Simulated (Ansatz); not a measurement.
A series in volume scale on TiSi₂

All results are calculated (Ansatz 0.2.0). Periodic Kohn-Sham DFT of a crystal at fixed atoms, scaled to volume_scale times the given cell; pressure positive in compression, energy less spherical unpolarised free atoms, largest_vzz the field gradient of largest size among the nuclei.

The cell before it is scaled or strained (space group Fddd, No. 70):
```
TiSi2
1.0
      0.0000     4.1180     4.2615
      2.3865     0.0000     4.2615
      2.3865     4.1180     0.0000
Ti Si
2 4
Direct
  0.75000 0.75000 0.75000
  0.50000 0.50000 0.50000
  0.08300 0.41700 0.08300
  0.41700 0.08300 0.41700
  0.16700 0.83300 0.16700
  0.83300 0.16700 0.83300
```

Settings of every row: method all-electron PAW; functional PBEsol; relativity scalar; k mesh 8x8x8; filling fermi-dirac; smearing width 0.08 eV; nucleus gaussian.

Atom start moment: 0 on all atoms.

Limits: no gap: field gradients move with the k mesh.

```csv
row,volume scale,V (Å³/atom),pressure (GPa),largest V_zz (1e21 V/m^2)
1,0.94,13.123,8.641,-3.397
2,0.96,13.402,4.812,-3.386
3,0.98,13.681,?,?
4,0.99,13.821,-0.221,-3.368
5,1,13.96,-1.728,-3.363
6,1.01,14.1,-3.156,-3.358
7,1.02,14.239,-4.509,-3.353
8,1.04,14.519,-7.009,-3.343
9,1.06,14.798,-9.256,-3.333
```

Question: what pressure and largest V_zz should row 3 give?

Worked fit of pressure. Take u = (V_r/V)^(2/3) − 1 with V_r = 14.03 Å³ an atom, which is twice the finite (Eulerian) strain; such expansions in the strain, on which the Birch-Murnaghan equation of state is built, carry the rest volume and the bulk modulus. The shown rows have u = 0.04556, 0.031, 0.01006, 0.00334, -0.00331, -0.00981, -0.02258, -0.03491. Least squares give pressure = −2.451 + 215.329 × u + 599.2 × u² + 401 × u³ GPa; a parabola predicts inner rows, each left out in turn, worse (root mean square 0.0069 against 0.0037 GPa). The rows lie off it by 0.000, 0.000, 0.003, -0.003, 0.001, -0.003, 0.003, -0.001. The pressure vanishes at u = 0.0110, or V = 13.8 Å³ an atom, and there the bulk modulus at fixed shape and fractions is B = −V dP/dV = (2/3)(1 + u) dP/du = 154 GPa. Letting shape and atoms relax would as a rule lower it, by much in layered, chain or molecular crystals. The withheld row has u = 0.01694, so the fit gives −2.451 + 215.329 × (0.01694) + 599.2 × (0.01694)² + 401 × (0.01694)³ = 1.371 GPa.

The calculation gave 1.368 GPa. The fit lies 0.003 GPa (0.017 % of the column's range) above it; its largest miss of a shown row is 0.003 GPa.

Worked fit of largest V_zz. Take t = volume scale − 1. The shown rows have t = -0.06, -0.04, -0.01, 0, 0.01, 0.02, 0.04, 0.06. Least squares give largest V_zz = −3.3632 + 0.533 × t − 0.55 × t² 1e21 V/m^2; a straight line predicts inner rows, each left out in turn, worse (root mean square 0.00094 against 0.00051 1e21 V/m^2). The rows lie off it by 0.000, -0.001, 0.001, 0.000, 0.000, 0.000, 0.000, 0.000. The withheld row has t = -0.02, so the fit gives −3.3632 + 0.533 × (-0.02) − 0.55 × (-0.02)² = -3.374 1e21 V/m^2.

The calculation gave -3.374 1e21 V/m^2. The fit meets it to the printed digit.
